**Q:** In these flat molecules I keep two fluorines and a chlorine and change only the atom in the middle. From boron to indium, both the gap and the atomization energy fall. Is that one effect or two?

Planar gas-phase molecules, computed with Ansatz 0.2.0 using PBE-D4 and wB97M-V in def2-TZVPP at PBE0-D4/def2-TZVP geometries, with a def2 core potential on In. In the frames (SMILES), * marks the atom that is varied. The gap is LUMO minus HOMO energy; the atomization energy is free atoms minus molecule, electronic only, without zero-point or spin-orbit terms.

| formula | frame | * | Z | electronegativity | mean bond of the marked atom (Å) | valence electrons | gap, PBE-D4 (eV) | gap, wB97M-V (eV) | gap, wB97M-V less PBE-D4 (eV) | atomization, PBE-D4 (kJ/mol) | atomization, wB97M-V less PBE-D4 (kJ/mol) |
| --- | --- | --- | --- | --- | --- | --- | --- | --- | --- | --- | --- |
| BClF2 | F*(F)Cl | B | 5 | 2.040 | 1.453 | 24 | 7.09 | 14.14 | 7.05 | 1818 | -48.3 |
| AlClF2 | F*(F)Cl | Al | 13 | 1.610 | 1.774 | 24 | 6.20 | 12.54 | 6.34 | 1622 | -10.5 |
| ClF2Ga | F*(F)Cl | Ga | 31 | 1.810 | 1.851 | 24 | 5.45 | 12.23 | 6.78 | 1332 | -34.0 |
| ClF2In | F*(F)Cl | In | 49 | 1.780 | 2.041 | 24 | 4.32 | 11.04 | 6.72 | 1178 | -31.0 |
| F2HIn | H*(F)F | In | 49 | 1.780 | 1.850 | 18 | 5.44 | 12.03 | 6.59 | 1108 | -18.6 |

**A:** Two, though they meet in the same atom. Read the first four rows as the series, $\mathrm{MF_2Cl}$ with M = B, Al, Ga, In, and keep the last row for a comparison with $\mathrm{InF_2Cl}$. The gap is the distance between two orbital energies, that of the highest occupied orbital (HOMO) and that of the lowest empty one (LUMO). The atomization energy compares the whole molecule with its free atoms. Start with the gap and ask which of its two edges moves.

**Q:** I looked at the orbital energies from PBE-D4. The HOMO stays within about 0.2 eV over the four chlorides, while the LUMO falls by 2.8 eV from B to In. So the whole trend is in the empty orbital?

**A:** Nearly all of it, and wB97M-V agrees. Bonding theory makes sense of this. The highest filled orbitals of such molecules are mostly lone pairs on the halogens, and the halogens are the same in all four. The LUMO should have a large share on the central atom and be antibonding towards the halogens. Two kinds of orbital fit that description: one built on the central atom's p orbital perpendicular to the plane, the other on its valence s orbital. Which of them lies lowest may change along the series. I infer these shapes from the usual orbital picture; the energies alone don't identify them.

**Q:** Then why does the empty orbital come down?

**A:** Two things set its height: how strongly the central atom attracts an electron, and how strongly the halogens push the orbital up. The push comes from overlap with their filled orbitals and from repulsion by the negative charge they carry. The overlap should weaken as the bonds grow longer. The repulsion would weaken too if the charges stayed the same, but the Mulliken charges, a rough measure, put more negative charge on the halogens in the indium molecule than in the boron one. The weaker overlap is therefore the safer part of the argument. Boron has the shortest bonds and the highest LUMO, indium the longest bonds and the lowest.

From Al to Ga the bonds hardly lengthen, so the push should change little. There the other factor takes over, because gallium holds its valence s electrons more tightly than aluminium does. If the LUMO contains a good share of that s orbital, it starts from a lower energy. The printed energies don't show whether it does.

**Q:** The two functionals agree on the order, but their gaps differ by 6 to 7 eV. That is more than the whole trend.

**A:** They treat an electron's repulsion with itself differently. PBE removes it incompletely, which leaves filled levels too high, and its empty levels lie too low to represent the energy of an added electron. wB97M-V uses full exact exchange at long range, which moves both edges apart. In the four chlorides the HOMO drops by 3.8 to 3.9 eV, and the LUMO rises by 2.6 to 3.2 eV.

The uneven part of the shift is therefore in the LUMO, and aluminium has the smallest rise. I wouldn't look for a chemical reason there. With wB97M-V the LUMOs of the boron and aluminium molecules lie above zero, so an electron in them would not be bound. The energy of such a level depends on how far the basis set reaches, and this one has no diffuse functions. For boron, wB97M-V also puts the two lowest empty orbitals at almost the same energy, so the LUMO need not be the same orbital in both functionals. Trust the order of the gaps more than the size of the first two steps.

**Q:** Now the binding. I expected longer bonds to be weaker, but the largest loss comes from Al to Ga, where the mean bond grows by only 0.08 Å.

**A:** Let's see how much length alone can do. Suppose the atomization energy scales as $1/r$, with $r$ the mean bond length at the central atom. Starting from aluminium, that gives for gallium

$$1622 \times \frac{1.774}{1.851} \approx 1555\ \mathrm{kJ/mol},$$

a loss of just under 70 kJ/mol. The computed loss is 290 kJ/mol, so this rule accounts for about a quarter of it. From Ga to In the same rule accounts for about four fifths.

**Q:** So gallium has a second handicap. Is it again the tightly held electrons?

**A:** Yes, that is the explanation I would defend. Between aluminium and gallium the 3d shell is filled. It adds ten protons to the nucleus and ten electrons that screen them incompletely. The valence electrons of gallium, the 4s pair above all, feel a stronger pull than they would without that shell.

This has two consequences. The atom stays small, which is why the bonds barely lengthen. And its electrons cost more to hand over to the halogens, which is where much of the binding in such polar molecules comes from. Pauling's electronegativities point the same way, 1.61 for Al and 1.81 for Ga, though they are themselves derived from bond energies and so are no independent proof.

**Q:** Can you put energies on that?

**A:** Roughly, with a purely ionic model. Take three electrons from M and give one to each halogen, then bring the ions to the computed bond lengths, with all angles set to 120°. The atomization energy is

$$E \approx C - I + A.$$

Here $C$ is the net electrostatic attraction of the point charges $\mathrm{M^{3+}}$, $\mathrm{F^-}$, $\mathrm{F^-}$ and $\mathrm{Cl^-}$, with the repulsion among the halides already subtracted. $I$ is the cost of removing three electrons from M, and $A$ is the energy gained when the halogens take them up. For $I$ and $A$ I use rough recalled values.

For aluminium, $C$ is 59.9 eV and $I$ about 53 eV. The halogens return about $2 \times 3.4 + 3.6 = 10.4$ eV. The result is $59.9 - 53 + 10.4 = 17.3$ eV, or about 1670 kJ/mol, against 1622 computed.

**Q:** That is within 3 % of the computed value!

**A:** Don't be too impressed. The model leaves out the repulsion between electron shells, which would lower the result, and electron sharing, which would raise it. For aluminium these omissions happen to cancel. For gallium and indium the model comes out about a quarter too low.

It is more useful for showing what changes. From Al to Ga the attraction falls by about 3 eV, because the bonds are slightly longer, while the ionization cost rises by about 4 eV. The larger part of the model's loss thus comes from the electrons, not from the distance. The model exaggerates the total, 650 kJ/mol against 290, as you would expect if real gallium gives away much less than three full electrons.

**Q:** And from Ga to In?

**A:** There the roles are exchanged. Both atoms have a filled d shell beneath their valence electrons, and indium is somewhat cheaper to ionize. But its bonds are 0.19 Å longer, and the lost attraction outweighs the saving. The model loses about 140 kJ/mol, against 154 computed. Don't read much into the closeness: the ionization energies are rounded to 1 eV, which could change this step by more than half its size. Only its sign survives that rounding.

One caution belongs to this step. Indium's core potential includes scalar relativity, while gallium is treated without it. Since relativity binds valence s electrons more tightly, part of the difference between the two rows, in the gap as well as in the binding, comes from the treatment.

**Q:** What about boron? It is by far the most expensive to ionize, yet its molecule is the most strongly bound.

**A:** Here the ionic model fails. It puts boron below aluminium, at about 1240 kJ/mol, where the calculation gives 1818. Boron doesn't need to hand its electrons over. It is small, its orbitals overlap well with those of the halogens, and it can share electrons in strong covalent bonds. The empty p orbital perpendicular to the plane can also accept some density from the halogen lone pairs.

Aluminium loses this advantage but gains another, since its electrons are cheap to give away. This would explain why its binding falls by less than the length rule predicts, 196 instead of about 330 kJ/mol. Gallium then has neither boron's short covalent bonds nor aluminium's cheap electrons, and the large drop follows.

**Q:** The last row still puzzles me. Hydrogen replaces chlorine on indium, the gap opens by 1.1 eV, and yet the binding gets weaker.

**A:** It shows why you should keep the two trends apart. The In–F bonds hardly change; the mean bond is shorter because In–H is short. With PBE-D4 the wider gap comes entirely from the LUMO, which rises by 1.3 eV; the HOMO rises too, by 0.2 eV, and takes a little of that back. Strong overlap with the close hydrogen would push an antibonding orbital up in this way, though I can only argue that from the usual picture.

The atomization energy asks a different question: how much is gained by joining this ligand to indium? Chlorine attracts an extra electron far more strongly than hydrogen does, so a polar bond to chlorine gains more, and the hydride ends up 70 kJ/mol lower. The ionic model gets this exchange wrong and predicts stronger binding. It puts a full negative charge on hydrogen, close to indium. The Mulliken charges from PBE-D4, though only a rough measure, give hydrogen about −0.05 and the chlorine it replaces about −0.27, so the bond to hydrogen is far from ionic. The output below lists both models for all rows, so you can see this failure beside the steps that work.

Output of the analysis:

```
Orbital energies and gap steps in eV:
     row  HOMO PBE-D4  LUMO PBE-D4  HOMO change to wB97M-V  LUMO change to wB97M-V  gap step PBE-D4  gap step wB97M-V
   BClF2       -8.357       -1.263                  -3.865                   3.185              n/a               n/a
  AlClF2       -8.464       -2.266                   -3.79                   2.555            -0.89              -1.6
  ClF2Ga       -8.581       -3.131                  -3.811                   2.973            -0.75             -0.31
  ClF2In       -8.418       -4.096                  -3.782                   2.935            -1.13             -1.19
   F2HIn       -8.229       -2.786                  -4.069                   2.521             1.12              0.99
Gap change from B to In, PBE-D4, eV: -2.77
Gap change from B to In, wB97M-V, eV: -3.1
LUMO change from B to In, PBE-D4, eV: -2.833
LUMO change from B to In, wB97M-V, eV: -3.083
HOMO span over the four MF2Cl, PBE-D4, eV: 0.224
HOMO span over the four MF2Cl, wB97M-V, eV: 0.192
LUMO change on replacing Cl by H at In, PBE-D4, eV: 1.31
HOMO change on replacing Cl by H at In, PBE-D4, eV: 0.189
Steps from the row above, energies in kJ/mol:
     row  bond change in A  atomization PBE-D4  atomization wB97M-V  length rule
  AlClF2             0.321                -196               -158.2         -329
  ClF2Ga             0.077                -290               -313.5       -67.47
  ClF2In              0.19                -154                 -151         -124
   F2HIn            -0.191                 -70                -57.6        121.6
Atomization energy lost from B to In, PBE-D4, percent: 35.2
Share of the Al to Ga loss given by the length rule, percent: 23.27
Share of the Ga to In loss given by the length rule, percent: 80.52
Ionic model without fitted constants:
     row  attraction in eV  ionization cost in eV  model atomization in kJ/mol  computed PBE-D4 in kJ/mol  model step in kJ/mol
   BClF2             73.46                     71                         1241                       1818                   n/a
  AlClF2             59.88                     53                         1668                       1622                 426.6
  ClF2Ga             57.11                     57                         1014                       1332                -653.3
  ClF2In             51.71                     53                        878.8                       1178                -135.5
   F2HIn             56.97                     53                         1111                       1108                 232.5
```
